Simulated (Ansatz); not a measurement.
## PdAu₃: pressure and energy above lowest point against volume scale

Results calculated with Ansatz 0.2.0, not measured. Free energy against uniform scaling of the volume at fixed shape and fractions; periodic cell, basis, potentials, k mesh and filling as listed.

The cell before it is scaled or strained (space group Pm-3m, No. 221):
```
PdAu3
1.0
      4.0711     0.0000     0.0000
      0.0000     4.0711     0.0000
      0.0000     0.0000     4.0711
Pd Au
1 3
Direct
  0.00000 0.00000 0.00000
  0.00000 0.50000 0.50000
  0.50000 0.00000 0.50000
  0.50000 0.50000 0.00000
```

Settings of every row: functional LDA; dispersion none; accuracy medium; potentials PAW; wave cutoff 380 eV; density cutoff 1520 eV; k mesh 6x6x6; k shift 0x0x0; occupations fermi dirac; smearing width 0.1 eV; spin none.

Limits: coarse k mesh, up to 40 meV an atom off; cutoff under the advised one; no spin-orbit coupling, which can matter with elements this heavy; the cell comes from a prototype or a list of computed structures and needn't be the stable phase.

```csv
row,volume scale,V (Å³/atom),pressure (GPa),energy above lowest point (meV/atom)
1,0.92,15.519,5.17,5.7
2,0.9467,15.969,-0.95,0
3,0.9733,16.418,?,?
4,1,16.868,-10.17,32.9
5,1.0267,17.319,-13.58,66.3
6,1.0533,17.768,-16.37,108.5
7,1.08,18.218,-18.66,157.8
```

Question: what pressure and energy above lowest point should row 3 give?

Worked fit of pressure. Take u = (V_r/V)^(2/3) − 1 with V_r = 17.093 Å³ an atom, which is twice the finite (Eulerian) strain; such expansions in the strain, on which the Birch-Murnaghan equation of state is built, carry the rest volume and the bulk modulus. The shown rows have u = 0.06652, 0.04639, 0.00887, -0.00872, -0.02549, -0.0416. Least squares give pressure = −11.953 + 194.36 × u + 856 × u² + 1389 × u³ GPa; a parabola predicts inner rows, each left out in turn, worse (root mean square 0.068 against 0.017 GPa). The rows lie off it by 0.00, 0.01, -0.01, 0.00, 0.00, 0.00. The pressure vanishes at u = 0.0497, or V = 15.89 Å³ an atom, and there the bulk modulus at fixed shape and fractions is B = −V dP/dV = (2/3)(1 + u) dP/du = 203 GPa. The withheld row has u = 0.02722, so the fit gives −11.953 + 194.36 × (0.02722) + 856 × (0.02722)² + 1389 × (0.02722)³ = -6.00 GPa.

The calculation gave -6.01 GPa. The fit lies 0.01 GPa (0.042 % of the column's range) above it, one unit of the last digit.

Worked fit of energy above lowest point. Take u = (V_r/V)^(2/3) − 1 with V_r = 17.093 Å³ an atom, which is twice the finite (Eulerian) strain; such expansions in the strain, on which the Birch-Murnaghan equation of state is built, carry the rest volume and the bulk modulus. The shown rows have u = 0.06652, 0.04639, 0.00887, -0.00872, -0.02549, -0.0416. Least squares give energy above lowest point = 48.35 − 1911.7 × u + 17985 × u² + 16716 × u³ meV/atom; a parabola predicts inner rows, each left out in turn, worse (root mean square 0.81 against 0.14 meV/atom). The rows lie off it by 0.0, 0.0, 0.1, -0.1, 0.0, 0.0. Its lowest point lies at u = 0.0497, or V = 15.89 Å³ an atom, and the curvature there gives the bulk modulus at fixed shape and fractions, B = (4/9)(1 + u)² E″(u)/V = 202 GPa. The withheld row has u = 0.02722, so the fit gives 48.35 − 1911.7 × (0.02722) + 17985 × (0.02722)² + 16716 × (0.02722)³ = 10.0 meV/atom.

The calculation gave 10 meV/atom. The fit meets it to the printed digit.
